## One atom, one hop

A single aluminium atom on graphene rests above the middle of a carbon hexagon, the hollow site. In the calculation shown here, it travels about 2.5 Å to reach the next hexagon and climbs a little less than 0.2 eV. That is roughly seven times the thermal energy at room temperature, so about one attempt in a thousand carries enough energy.

The calculation describes the hop by a chain of nine images, snapshots of the atom between one hollow and the next. Image 1 is the start and image 9 the end. In the table below one image is left out, and the others have lost their labels. How many can be put back in place from their energies?

Ansatz 0.2.0, PBE with PAW and plane waves up to 420 eV, spin-polarised, without dispersion correction, for an Al atom on a 3×3 graphene cell (2×2×1 k-mesh, Fermi–Dirac smearing 0.02 eV). The path is a climbing-image nudged elastic band with seven images between relaxed ends and a force limit of 0.05 eV/Å; band forces are largest components. Candidates: 3, 9, 7, 8, 5, 1, 2, 4.

| row | energy over the start (eV) | path length (Å) | band force (eV/Å) |
| --- | --- | --- | --- |
| A | 0.025 | 0.306 | 0.005 |
| B | 0.088 | 1.835 | 0.020 |
| C | 0.150 | 0.918 | 0.019 |
| D | 0.175 | 1.225 | 0.022 |
| E | 0.026 | 2.141 | 0.005 |
| F | 0.000 | 2.446 | n/a |
| G | 0.000 | 0.000 | n/a |
| H | 0.088 | 0.612 | 0.021 |

The path length would order the rows at once, so it is left aside for now. The energy over the start is the more instructive clue, because using it requires knowing what the atom passes on its way.

## What the atom passes

Two neighbouring hexagons share one carbon–carbon bond. The straight line between their centres crosses this bond at its middle and at a right angle. The atom therefore leaves a site with six near carbon neighbours, passes over a bridge with two nearest ones, and enters a site just like the first.

In the usual picture of aluminium on graphene, the metal atom gives part of its outer electrons to the sheet and is held by the charge it leaves there. Such an attraction is shared among the six carbon atoms of the ring and is best at its centre. It weakens only moderately when the atom moves sideways, which suits a low barrier. The energies agree with this picture, but they don't test it.

The geometry gives a firmer result. A mirror plane stands upright on the shared bond and turns the first half of the hop into the second. Two images at equal distances from the bridge must therefore have the same energy.

## From energy to position

Let $x$ be the path length from the start, $L$ the length of the whole hop, $E$ the energy over the start and $E_0$ its highest value. The pattern of the sheet repeats after each hop, and it looks the same forwards and backwards from a hollow. The energy along the line can then be built from cosine waves that fit a whole number of times into $L$.

The simplest model keeps only the longest wave:

$$E=\frac{E_0}{2}\left(1-\cos\frac{2\pi x}{L}\right)=E_0\sin^2\frac{\pi x}{L}.$$

There is a physical argument for dropping the shorter waves. The atom floats about 2 Å above the carbon plane, and the finer details of a periodic surface fade faster with height than the coarse ones. At that distance the atom feels the hexagons as a gentle swell.

Solved for position, the model reads

$$\frac{x}{L}=\frac{1}{\pi}\arcsin\sqrt{\frac{E}{E_0}}$$

for the first half of the hop. The images are evenly spaced, with eight steps between the ends, so the label is $1+8x/L$ before the top. Past the top, the mirror image of that position has the label $9-8x/L$.

## One row worked in full

Take row H, with an energy of 0.088 eV, and use the highest energy in the table, 0.175 eV, for $E_0$. The ratio is $0.088/0.175=0.503$, and its square root is 0.709. The arcsine of this is 0.788 radians, and division by $\pi$ gives $x/L=0.251$.

The atom has thus covered a quarter of the hop, or $8\times0.251=2.01$ steps. Row H must be image 3 or, on the far side, image 7. The only number that the model took from the table is the height of the top, which belongs to another row.

## Sure and ambiguous

Rows C and D have no partner of equal energy. One of them must be image 5, at the bridge, and the other image 4, because label 6 is not among the candidates. Symmetry alone doesn't say which is which, since a barrier could have a small dip at the bridge.

The single wave decides it. Its top lies at the bridge, so row D is image 5, and it places row C, at 0.150 eV, one step away, at image 4. Both assignments are sure as long as the barrier has a single top.

The other six rows form three pairs:

- F and G, at zero energy, are images 1 and 9 in one order or the other.
- A and E, near 0.025 eV, are images 2 and 8.
- B and H, at 0.088 eV, are images 3 and 7.

No sharper calculation of the energies would separate the partners, because the mirror plane makes them equal. Rows A and E do differ by 0.001 eV, but that is one unit in the last printed digit and can't carry an assignment. The energy tells how far the atom is from the nearest hollow, but not which hollow that is.

## A false clue

The band force looks as if it might help. It is easily taken for the slope of the energy profile, but row D shows that it is something else. At the top of a smooth barrier the slope vanishes, yet the band force has its largest value there.

The band force is what remains on the chain after the calculation has relaxed it, and it measures how well the path has settled. Its largest value is 0.022 eV/Å, whereas the profile itself rises by up to 0.21 eV/Å between neighbouring images. The small values show a well-relaxed path. They don't say on which side of the bridge an image lies.

## The reveal

What separates the partners is a quantity that distinguishes the start from the end. The path length does so, because it is counted from the start. Row G has zero path length and is image 1, so F is image 9. A and H lie in the first half and are images 2 and 3, while B and E lie in the second half and are images 7 and 8.

The rows with their labels:

| row | energy over the start (eV) | path length (Å) | band force (eV/Å) |
| --- | --- | --- | --- |
| 1 | 0.000 | 0.000 | n/a |
| 2 | 0.025 | 0.306 | 0.005 |
| 3 | 0.088 | 0.612 | 0.021 |
| 4 | 0.150 | 0.918 | 0.019 |
| 5 | 0.175 | 1.225 | 0.022 |
| 6 | 0.150 | 1.530 | 0.019 |
| 7 | 0.088 | 1.835 | 0.020 |
| 8 | 0.026 | 2.141 | 0.005 |
| 9 | 0.000 | 2.446 | n/a |

The path length also checks the model, since it played no part in the estimate for row H. That row lies at 0.612 Å out of 2.446 Å, which is a fraction of 0.250, against 0.251 from the energy. The summed path is about 1 % shorter than the atom's own displacement. The outputs don't explain this difference, but it is too small to move any label.

## How good is the single wave?

With its height set by the top row, the wave meets every energy in the table to within 1 meV. A second, shorter cosine was added in a fit to all nine rows, and its size came out as zero within its error. The barrier along this path is as smooth as a periodic barrier can be.

Good agreement at image 3 alone would have been weak evidence. A tent made of two straight slopes also reaches half the barrier after a quarter of the hop. The shapes part near the hollows: at image 2 the tent gives 0.044 eV, while the calculation gives 0.025 eV. The real profile starts flat, because the atom leaves the bottom of a well. The output printed after this text compares both shapes row by row.

This gives a rule for similar hops. If the two sites are equivalent, the path has a mirror plane at its middle and one long wave dominates, then half the climb is done after a quarter of the way. The first eighth costs only about 15 % of the barrier. A profile that departs clearly from this has lost one of the three conditions.

## What symmetry doesn't protect

The mirror plane secures the equal ends and the pairing of the images. It doesn't secure the height of the barrier, and for a rate the height matters most. At room temperature, an error of 0.06 eV changes the hopping rate about tenfold.

Several settings bear on that height. The sheet with its aluminium is metallic here, but the mesh of electron waves is so coarse that every crossing of a band with the Fermi level falls between its points. The calculation found no magnetic moment, but it didn't start from one, so a magnetic state remains untested. Functionals of this kind also tend to underrate barriers, and dispersion and zero-point motion are left out.

The model of the surface matters too. The aluminium atom is repeated in every cell of three by three hexagons, so it isn't truly alone. Charge given to the sheet creates a dipole, but the calculation has no dipole correction. How far each of these points shifts the barrier was not tested.

Nor was it checked that the top is a true pass. The energy falls on both sides along the path, but it would also have to rise in every other direction. The value of 0.175 eV is therefore the height of this particular path in this model. The pairing follows from the lattice and is the safest thing to carry away. The single wave is a result of this calculation, which the lattice allows but doesn't demand.

Numerical output:

```
Place from the energy and two shapes of the barrier:
  row  label if before the top  label if past the top  single wave (eV)  tent (eV)
    1                        1                      9                 0          0
    2                    1.987                  8.013           0.02567    0.04379
    3                    3.007                  6.993           0.08761    0.08757
    4                    4.013                  5.987            0.1495     0.1314
    5                        5                      5             0.175     0.1747
    6                    4.013                  5.987            0.1492     0.1311
    7                    3.007                  6.993           0.08739    0.08743
    8                    2.008                  7.992           0.02551    0.04364
    9                        1                      9         2.625e-33          0
fit of en on 9 rows: coefficient of h1 0.08767 +/- 0.00016, coefficient of h2 0.000151 +/- 0.00016; rms 0.000355, worst 2 0.000868, leave-one-out rms 0.000482
Barrier (eV): 0.175
Barrier in units of kT at 300 K: 6.769
Largest miss of the single wave (meV): 0.8271
Largest miss of the tent (meV): 18.93
Summed energies past the top less those before it (meV): 1
Shortest step between images (angstrom): 0.305
Longest step between images (angstrom): 0.307
Steepest slope between neighbouring images (eV/angstrom): 0.2059
Largest band force (eV/angstrom): 0.022
Steepest slope over largest band force: 9.358
Displacement of the atom less summed path length (angstrom): 0.02
```
